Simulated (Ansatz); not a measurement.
## From the elastic tensor of InAs to moduli and sound speeds

Theory: Ansatz, DFT PBE, scalar-relativistic, plane waves, PAW. Settings: 420 eV plane-wave cutoff, Γ-centred 8×8×8 mesh, Fermi-Dirac smearing of 0.15 eV. No spin polarisation.

It takes space group F-43m (No. 216, cubic). Conventional cell: a = 6.189 Å, b = 6.189 Å, c = 6.189 Å, α = 90.00°, β = 90.00°, γ = 90.00°. Around In (site symmetry -43m) lie 4 As at 2.68 Å. Around As (site symmetry -43m) lie 4 In at 2.68 Å.

The cell is the ideal cubic zincblende prototype. Without a gap, frequencies and elastic constants depend on the k mesh and the smearing, soft modes and shear constants most.

Relaxed-ion constants (GPa, on the Cartesian axes of the calculation):
```
70.2 37.1 37.1  0.0  0.0  0.0
37.1 70.2 37.1  0.0  0.0  0.0
37.1 37.1 70.2  0.0  0.0  0.0
 0.0  0.0  0.0 32.8  0.0  0.0
 0.0  0.0  0.0  0.0 32.8  0.0
 0.0  0.0  0.0  0.0  0.0 32.8
```

Density 5.317 g/cm³; 2 atoms in 59.26 Å³.

The values that follow are for a polycrystal of randomly turned grains, by Hill's mean where one number stands.

With S = C⁻¹: B_V = (C11+C22+C33+2(C12+C13+C23))/9, G_V = (C11+C22+C33−C12−C13−C23+3(C44+C55+C66))/15, 1/B_R = S11+S22+S33+2(S12+S13+S23), 15/G_R = 4(S11+S22+S33−S12−S13−S23)+3(S44+S55+S66); Hill is their mean. Then v_l = √((B+4G/3)/ρ), v_t = √(G/ρ), v_m = [(2/v_t³+1/v_l³)/3]^(−1/3) and Θ = (ħ/k_B)·v_m·(6π²n/V)^(1/3) for n atoms in the volume V; E = 9BG/(3B+G), ν = (3B−2G)/(2(3B+G)) and A^U = 5G_V/G_R + B_V/B_R − 6.

```
Bulk modulus, Voigt / Reuss / Hill          : 48.1 / 48.1 / 48.1 GPa
Shear modulus, Voigt / Reuss / Hill         : 26.3 / 23.6 / 24.9 GPa
Young's modulus                             : 64 GPa
Poisson ratio                               : 0.279
Pugh ratio B/G                              : 1.93 (over 1.75, the rule of thumb for ductile)
Universal anisotropy index                  : 0.58
Longitudinal and transverse sound speeds    : 3912 and 2165 m/s
Debye temperature from the mean sound speed : 232 K
```

The bands only touch here, so at this level the crystal is a zero-gap semiconductor or semimetal, not an ordinary metal; spin–orbit coupling, left out, can open or move such a gap.

Cost: 1 run of about 4.3 core-minutes, on Intel Xeon Processor @ 2.50GHz (Skylake/Cascade Lake) (shared hosts).

InAs comes out elastically soft and clearly anisotropic. The resistance to shear on the cube faces, C44 = 32.8 GPa, is well above half the difference between C11 and C12, which governs tetragonal shear. This is typical of open tetrahedral networks, where tetragonal shear is taken up largely by bending bond angles, which costs less than stretching bonds. The constants lie below the measured ones, probably mainly because PBE overestimates the lattice parameter and so weakens the restoring forces.

The Pugh ratio of 1.93 should not be read as ductility: InAs is brittle at room temperature, because its directional, partly covalent bonds hinder dislocation glide, which elastic constants don't describe.

The touching bands also disagree with the known narrow direct gap of InAs. The likely cause is the semilocal functional, which places the In- and As-s-derived conduction minimum too low relative to the As-p-derived valence maximum. Spin-orbit coupling alone would not cure this, since it pushes the top of the valence band upwards.
